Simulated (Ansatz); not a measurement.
## A series in volume per atom on TiRe

Results calculated with Ansatz 0.2.0, not measured. Periodic Kohn-Sham DFT of a crystal at fixed atoms; pressure and stress are positive in compression; the energy is the free energy less that of spherical unpolarised free atoms; site moments are those in the method's own spheres, positive along +z.

Cell of the first row (space group Pm-3m, No. 221):
```
cell vectors (Å)
   3.0543     0.0000     0.0000
   0.0000     3.0543     0.0000
   0.0000     0.0000     3.0543
atoms (fractions of the cell vectors)
Ti  0.50000  0.50000  0.50000
Re  0.00000  0.00000  0.00000
```

Settings of every row: method all-electron PAW; functional PBEsol; relativity scalar; k mesh 13x13x13; filling fermi-dirac; smearing width 0.05 eV; nucleus gaussian.

Atom start moment: 0 on all atoms.

Limits: no spin-orbit coupling on heavy atoms.

| row | volume per atom (Å³) | pressure (GPa) |
| --- | --- | --- |
| 1 | 14.247 | 7.233 |
| 2 | 14.55 | 1.69 |
| 3 | 14.853 | -3.286 |
| 4 | 15.005 | -5.579 |
| 5 | 15.156 | -7.752 |
| 6 | 15.308 | -9.812 |
| 7 | 15.46 | -11.765 |
| 8 | 15.763 | ? |
| 9 | 16.066 | -18.619 |

Question: what pressure should row 8 give?

Worked fit of pressure. Take u = (V_r/V)^(2/3) − 1 with V_r = 15.081 Å³ an atom, which is twice the finite (Eulerian) strain; such expansions in the strain, on which the Birch-Murnaghan equation of state is built, carry the rest volume and the bulk modulus. The shown rows have u = 0.03865, 0.02418, 0.01021, 0.00337, -0.0033, -0.00991, -0.01641, -0.0413. Least squares give pressure = −6.6863 + 324.102 × u + 893.75 × u² + 1013 × u³ GPa; a parabola predicts inner rows, each left out in turn, worse (root mean square 0.016 against 0.0056 GPa). The rows lie off it by -0.001, 0.003, -0.003, 0.005, -0.006, -0.001, 0.004, 0.000 (root mean square 0.0035 GPa). The pressure vanishes at u = 0.0196, or V = 14.65 Å³ an atom, and there the bulk modulus at fixed shape and fractions is B = −V dP/dV = (2/3)(1 + u) dP/du = 245 GPa. The withheld row has u = -0.02906, so the fit gives −6.6863 + 324.102 × (-0.02906) + 893.75 × (-0.02906)² + 1013 × (-0.02906)³ = -15.375 GPa.

The calculation gave -15.375 GPa. The fit meets it to the printed digit.
